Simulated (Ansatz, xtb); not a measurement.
Ligand exchange: C2H8OSi + SiH3F → C2H10Si2 + HOF

Species: C2H8OSi `CC[SiH2]O`, singlet; SiH3F `F[SiH3]`, singlet; C2H10Si2 `CC[SiH2][SiH3]`, singlet; HOF (hypofluorous acid) `OF`, singlet. The partners trade OH for SiH3: Si–OH and F–SiH3 bonds give way to Si–SiH3 and F–OH.

Shapes, held fixed at every level: PBE0-D4/def2-TZVP. Flexible molecules stand in one conformer, not always the lowest. Programs: Ansatz 0.2.0, xtb 6.7.1. The zero-point and thermal change to 298 K, harmonic and unscaled (PBE0-D4/def2-TZVP), is -4.2 kJ/mol.

**Question.** Estimate ΔH(298 K) of this reaction.

**Answer.** The highest level, CCSD(T)/CBS estimate, gives ΔH(298 K) = +640.3 kJ/mol; the levels span +596.0 to +831.0. GFN1-xTB strays far from the other rows. The column of differences is taken from that level and isn't an error. No measured value is set beside it here. The CBS estimate extrapolates MP2 from def2-TZVPP and def2-QZVPP and adds CCSD(T) − MP2 in the triple-zeta set, cores frozen.

```json
{"level": "GFN1-xTB", "kind": "semi-empirical", "ΔH(298 K) (kJ/mol)": "+831.0", "less CCSD(T)/CBS estimate": "+190.7"}
{"level": "HF/def2-TZVPP", "kind": "Hartree–Fock", "ΔH(298 K) (kJ/mol)": "+690.4", "less CCSD(T)/CBS estimate": "+50.1"}
{"level": "r2SCAN-D4/def2-TZVPP", "kind": "meta-GGA", "ΔH(298 K) (kJ/mol)": "+614.9", "less CCSD(T)/CBS estimate": "-25.4"}
{"level": "PBE0-D4/def2-TZVPP", "kind": "global hybrid", "ΔH(298 K) (kJ/mol)": "+599.9", "less CCSD(T)/CBS estimate": "-40.4"}
{"level": "r2SCAN0-D4/def2-TZVPP", "kind": "global hybrid", "ΔH(298 K) (kJ/mol)": "+634.6", "less CCSD(T)/CBS estimate": "-5.7"}
{"level": "wB97M-V/def2-TZVPP", "kind": "range-separated hybrid", "ΔH(298 K) (kJ/mol)": "+628.8", "less CCSD(T)/CBS estimate": "-11.5"}
{"level": "wB97X-V/def2-TZVPP", "kind": "range-separated hybrid", "ΔH(298 K) (kJ/mol)": "+616.8", "less CCSD(T)/CBS estimate": "-23.5"}
{"level": "CCSD/def2-SVP", "kind": "coupled cluster or CI", "ΔH(298 K) (kJ/mol)": "+596.0", "less CCSD(T)/CBS estimate": "-44.3"}
{"level": "CCSD(T)/CBS estimate", "kind": "coupled cluster or CI", "ΔH(298 K) (kJ/mol)": "+640.3", "less CCSD(T)/CBS estimate": "0.0"}
```

The exchange is strongly endothermic at every level, so its direction is not in doubt even though its size depends on the method. Two strong, polar bonds, Si–O and Si–F, are given up for a nearly nonpolar Si–Si bond and a weak O–F bond. The reactants gain from the large electronegativity difference between silicon and its partners, whereas in HOF two small, electronegative atoms share a bond weakened by lone-pair repulsion. In redox terms, silicon is reduced at the expense of oxygen bound to fluorine, which makes HOF a strong oxidant.

Hartree–Fock's excess of +50.1 kJ/mol fits its neglect of correlation, which is especially important for binding O–F. The low CCSD/def2-SVP value probably reflects the small basis, which describes the polar Si–O and Si–F bonds poorly; missing triples alone would be expected to disfavour HOF and push the enthalpy the other way. The reverse reaction is correspondingly exothermic, but these reaction enthalpies say nothing about its barrier.
